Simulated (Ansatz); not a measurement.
Spin spirals in VPt3, calculated with Ansatz

Space group Pm-3m (No. 221), 4 atoms in the cell of the first input below: a = 3.870 Å, b = 3.870 Å, c = 3.870 Å, α = 90.00°, β = 90.00°, γ = 90.00°.

The structure is a measured one, not always of the ambient phase, taken without relaxation (pressure -6.0 GPa with this functional, without spin–orbit coupling). Functional: LDA.

Each state is solved self-consistently from atoms in the crystal's own cell, by the generalised Bloch theorem and without spin–orbit coupling. One of the inputs (q = (0.000, 0.500, 0.000)); the others differ in the wave vector alone:

```yaml
crystal:
  lattice:
    - [3.8699999332, 0.0, 0.0]
    - [0.0, 3.8699999332, 0.0]
    - [0.0, 0.0, 3.8699999332]
  atoms:
    - { symbol: V, position: [0.0, 0.0, 0.0], spin: 1.41, spin_axis: [1.0, 0.0, 0.0] }
    - { symbol: Pt, position: [0.0, 0.5, 0.5] }
    - { symbol: Pt, position: [0.5, 0.0, 0.5] }
    - { symbol: Pt, position: [0.5, 0.5, 0.0] }
basis:
  ecutwfc: 420
  ecutrho_ratio: 4
kpoints:
  mp_grid: { grid: [10, 10, 10] }
hamiltonian:
  xc: lda
scf:
  occupations: { method: gaussian, width: 0.05 }
output:
  forces: true
  stress: false
  eigenvalues: true
  populations: true
magnetization:
  noncollinear: true
  spin_orbit: false
  spin_spiral: { q: [0.0, 0.5, 0.0] }
```

```bash
ansatz run input.yaml --threads 4 --pin off --max-ram 9216MiB --backend cpu --events-out ev --progress --plain --runs-dir out
```

Time: 110 s on 4 threads of Arm Neoverse V1, with other jobs on the host, peak memory 1.3 GiB.

Question: Rank these by energy, lowest first (extrapolated to zero smearing, counted from the spiral at q = 0, meV per cell).
A. q = (0.000, 0.500, 0.000)
B. q = (0.000, 0.375, 0.000)
C. q = (0.250, 0.250, 0.250)
D. q = (0.000, 0.000, 0.000)
E. q = (0.250, 0.250, 0.000)
F. q = (0.000, 0.250, 0.000)
G. q = (0.500, 0.500, 0.000)
H. q = (0.500, 0.500, 0.500)
I. q = (0.000, 0.125, 0.000)

Answer: D (0.00), I (19.94), H (37.15), F (60.84), B (93.78), E (94.48), C (102.15), A (104.01), G (126.25).

| order | meV per cell | largest spin moment, Gaussian weights (μB) |
| --- | --- | --- |
| q = (0.000, 0.000, 0.000) | 0.00 | 1.18 |
| q = (0.000, 0.500, 0.000) | 104.01 | 0.88 |
| q = (0.500, 0.500, 0.000) | 126.25 | 0.74 |
| q = (0.500, 0.500, 0.500) | 37.15 | 1.18 |
| q = (0.000, 0.250, 0.000) | 60.84 | 1.07 |
| q = (0.250, 0.250, 0.000) | 94.48 | 0.97 |
| q = (0.250, 0.250, 0.250) | 102.15 | 0.89 |
| q = (0.000, 0.125, 0.000) | 19.94 | 1.15 |
| q = (0.000, 0.375, 0.000) | 93.78 | 0.93 |

The spin moment changes by 37 % over these states, which a model of rigid moments leaves out. Differences under a few meV may lie within the mesh error, so those places of the ranking aren't settled.

Caveats: each run may end in a state that is not the lowest; only the orders listed are compared, and the order found in nature may be another, or none; the ferromagnetic state is metallic at this level, and the k-mesh was not tested.

Among the orders compared, the ferromagnet is lowest, and the energy rises steadily along the cube axis, with no sign there of a competing long-period spiral. The exception to a simple rise with wave vector is q = (0.500, 0.500, 0.500), at only 37.15 meV, well below the other two zone-boundary orders. It reverses all nearest V–V pairs but keeps the face-diagonal pairs parallel, which suggests that the ferromagnetism rests mainly on the face-diagonal coupling. Those pairs are joined by straight V–Pt–V paths, so hybridisation of V 3d with Pt 5d states is the probable carrier.

The moment tells much the same story: it keeps its ferromagnetic size of 1.18 μB in that order and falls to 0.74 μB in the costliest one, q = (0.500, 0.500, 0.000). Such softening is typical of an itinerant magnet, whose exchange splitting depends on how neighbouring moments are aligned. The energies alone don't separate the cost of rotating the moments from that of shrinking them.
